**Q:** I have eight rows of band levels for an ordered Al₃AsN₂ crystal, and a list of the k-points they belong to. Can the energies alone tell me which row goes with which point?

Band levels of Al3AsN2 (ordered zincblende-type alloy, I-4m2, 6 atoms per cell, a = 3.433 Å, c = 13.908 Å), computed with Ansatz 0.2.0, plane-wave PAW, no spin polarisation, in the r2SCAN-relaxed cell. The cheaper level is PBE (10×10×10 k mesh), the costlier HSE06 (6×6×6). Energies are from each level's own valence top; v1 is the highest band counted as filled, c1 the next above. Candidates: G, S, S_0, N, X, P, M, R.

```
row  band v2, cheaper level (eV)  band v1, cheaper level (eV)  band c1, cheaper level (eV)  band c2, cheaper level (eV)  band v2, costlier level (eV)  band v1, costlier level (eV)  band c1, costlier level (eV)  band c2, costlier level (eV)
  A                       -0.637                       -0.637                        0.197                        1.991                        -0.698                        -0.698                         0.788                         2.772
  B                       -3.864                       -3.836                        0.307                        2.302                        -4.292                        -4.199                         0.950                         3.025
  C                       -3.864                       -3.836                        0.307                        2.302                        -4.292                        -4.199                         0.950                         3.025
  D                       -3.032                        0.000                        1.636                        2.071                        -3.454                         0.000                         2.403                         2.865
  E                       -2.869                       -0.002                        1.699                        2.429                        -3.270                        -0.001                         2.476                         3.231
  F                       -3.830                       -3.807                        0.228                        2.269                        -4.261                        -4.173                         0.869                         2.989
  G                       -3.032                        0.000                        1.636                        2.071                        -3.454                         0.000                         2.403                         2.865
  H                       -3.979                       -3.887                        0.565                        1.411                        -4.409                        -4.233                         1.229                         2.072
```

**A:** Largely, if you first ask where the points lie. A k-point fixes how the phase of an electron wave changes from one cell to the next. Here v1 and v2 are the highest and second-highest bands counted as filled, and c1 and c2 are the next two above them. The zero is the valence top at each level of theory.

In the list below, the first two coordinates are along the short crystal axes, in units of π/a. The third is along the long axis, in units of 2π/c.

- M: (0, 0, 1)
- N: (1, 0, ½); S: (0.94, 0, 1); S_0: (1.06, 0, 0)
- X: (1, 1, 0); P: (1, 1, ½); R: (1.06, 0.94, 0); G: (0.94, 0.94, 1)

Seen along the long axis, M sits over the centre of a square, the next three near the middle of an edge, and the last four near a corner. Since G is both a point and a row letter, I shall always say which I mean.

**Q:** Where do you start?

**A:** With row A, the only one of the eight in which v1 and v2 coincide. The crystal has a symmetry operation that turns the x axis into the y axis. At the zone centre, Gamma, and at M, the full set of symmetries survives, so a pair of x-like and y-like states can be forced to have the same energy. None of the other candidates keeps enough symmetry for that, so row A is M. This clue relies on the absence of spin–orbit coupling from the calculation; in the real crystal it would split such a pair.

**Q:** Rows D and G are identical, and so are B and C. Is that an accident?

**A:** No, it is symmetry again. Shift S by a reciprocal lattice vector, reflect it, and it lands on S_0. R and point G are related in a similar way. So one identical pair is S and S_0, and the other is R and point G.

**Q:** Which pair is which?

**A:** Look at the distance between v1 and v2. In PBE it is 3.032 eV for rows D and G, but only 0.028 eV for B and C. The upper valence bands of such compounds come mainly from p orbitals of the anions, here As and N, and that suggests a reason.

Going from the centre to the middle of an edge reverses the phase between neighbouring cells along x only. A p orbital pointing along x meets its neighbours head-on, so its energy changes strongly. One pointing along y meets them sideways and changes much less. At a corner the phase reverses along both axes, so within one layer of anions both orbitals are affected alike. Their levels can then stay close together, unless coupling between the layers drives them apart.

That suggests D and G as the edge pair, S and S_0, and B and C as the corner pair, R and point G. The orbital picture is an argument from theory, not a computed result: the cell holds three anions, so v1 and v2 could also belong to different ones, or include an orbital pointing along the long axis. A simple count supports the assignment without it. Three rows have v1 at the valence top or within 0.002 eV of it, and four have it almost 4 eV lower, just as there are three edge points and four corner points. The single row in the group of three, row E, must then be N.

**Q:** That leaves F and H for X and P. Both are at the corner.

**A:** Here distance decides. R is 0.079 Å⁻¹ from X but 0.239 Å⁻¹ from P, so the row for X should resemble the pair B and C more closely. For c2 in PBE, row F differs from that pair by 0.033 eV and row H by 0.891 eV. This points to F as X and H as P.

**Q:** Could a band not change by 0.9 eV over that short distance?

**A:** It would have to bend extraordinarily fast. X lies halfway to a reciprocal lattice point, so equal steps forwards and backwards from it lead to equal energies. A band well separated from its neighbours is therefore flat at X, and its energy changes with the square of the step.

A free electron sets the scale: ħ²/2m is about 3.8 eV Å², and the step squared is 0.079² ≈ 0.0062 Å⁻². Their product is about 0.024 eV. The 0.033 eV of row F is of that size, whereas the 0.891 eV of row H is nearly 38 times larger. The estimate is only a scale, since c1 changes by 0.079 eV between F and the pair, about three times as much. A close encounter with another band could also make c2 bend faster, so this assignment is very likely rather than strictly proven.

**Q:** Then what is your final answer?

**A:** Row A is M and row E is N. Row F is very probably X, and row H then P. Rows D and G are S and S_0, and rows B and C are R and point G, but no band energy can settle the order within either pair. The labels are these, with Gamma added for comparison:

The rows with their labels:

```
point name  band v2, cheaper level (eV)  band v1, cheaper level (eV)  band c1, cheaper level (eV)  band c2, cheaper level (eV)  band v2, costlier level (eV)  band v1, costlier level (eV)  band c1, costlier level (eV)  band c2, costlier level (eV)
     Gamma                       -0.549                       -0.549                       -0.474                        1.199                        -0.608                        -0.608                         0.183                         1.929
         X                       -3.830                       -3.807                        0.228                        2.269                        -4.261                        -4.173                         0.869                         2.989
         P                       -3.979                       -3.887                        0.565                        1.411                        -4.409                        -4.233                         1.229                         2.072
         N                       -2.869                       -0.002                        1.699                        2.429                        -3.270                        -0.001                         2.476                         3.231
         M                       -0.637                       -0.637                        0.197                        1.991                        -0.698                        -0.698                         0.788                         2.772
         S                       -3.032                        0.000                        1.636                        2.071                        -3.454                         0.000                         2.403                         2.865
       S_0                       -3.032                        0.000                        1.636                        2.071                        -3.454                         0.000                         2.403                         2.865
         R                       -3.864                       -3.836                        0.307                        2.302                        -4.292                        -4.199                         0.950                         3.025
         G                       -3.864                       -3.836                        0.307                        2.302                        -4.292                        -4.199                         0.950                         3.025
```

The assignments agree with the labels, and the printed output below gives the positions and differences used.

**Q:** The runs carry a warning that this is a metal. Should I believe it?

**A:** It describes the PBE result only. There, c1 at Gamma lies 0.474 eV below the valence top at S, so the bands overlap and c1 at Gamma is in fact filled. HSE06 lifts the same level to 0.183 eV above the top and opens a small gap. PBE is known to make gaps too small, and the screened exact exchange in HSE06 usually corrects much of that, so the overlap is the less believable result.

**Q:** Could I simply move the empty PBE bands up by a fixed amount?

**A:** Only roughly. From PBE to HSE06, c1 rises by 0.59 eV at M but by 0.78 eV at N, while v2 moves 10 to 14 % further below the valence top. The bands stretch as well as shift. The pattern that identified the rows survives. Symmetry keeps the two states of the doublet at M together, and the identical rows identical, at both levels of theory. The HSE06 columns also show the same groups of three and four rows, with X again closer to R than P is.

**Q:** So would a grown film have a gap of about 0.2 eV?

**A:** This calculation cannot promise that. Its gap belongs to one hypothetical ordered arrangement, in which AlN-like and AlAs-like layers must share one in-plane lattice although their natural bond lengths differ greatly. How much of the small gap comes from this strain, and how much from combining As and N in one crystal, remains open.

Printed output of the fit:

```
Positions and valence splittings:
    row  kx in pi/a  ky in pi/a  kz in 2pi/c  v1-v2 PBE eV  v1-v2 HSE06 eV
  Gamma           0           0            0             0               0
      X           1           1            0         0.023           0.088
      P           1           1          0.5         0.092           0.176
      N           1           0          0.5         2.867           3.269
      M           0           0            1             0               0
      S       0.939           0            1         3.032           3.454
    S_0       1.061           0            0         3.032           3.454
      R       1.061      0.9391            0         0.028           0.093
      G      0.9391      0.9391            1         0.028           0.093
Rows with v1 within 0.01 eV of the valence top, PBE: 3
Rows with v1 more than 3.5 eV below the top, PBE: 4
v1 at M less v1 at Gamma, PBE, eV: -0.088
Distance X to R, 1/angstrom: 0.07887
Distance P to R, 1/angstrom: 0.2393
Free-electron bending over the distance X to R, eV: 0.0237
Difference in c1 between X and R, PBE, eV: 0.079
Difference in c1 between P and R, PBE, eV: 0.258
Difference in c2 between X and R, PBE, eV: 0.033
Difference in c2 between P and R, PBE, eV: 0.891
Difference in c2 between P and R over free-electron bending from X to R: 37.6
Lowest c1 less highest v1, PBE, eV: -0.474
Lowest c1 less highest v1, HSE06, eV: 0.183
Smallest rise of c1 from PBE to HSE06, eV: 0.591
Largest rise of c1 from PBE to HSE06, eV: 0.777
Smallest ratio of v2 depths, HSE06 over PBE: 1.096
Largest ratio of v2 depths, HSE06 over PBE: 1.14
```
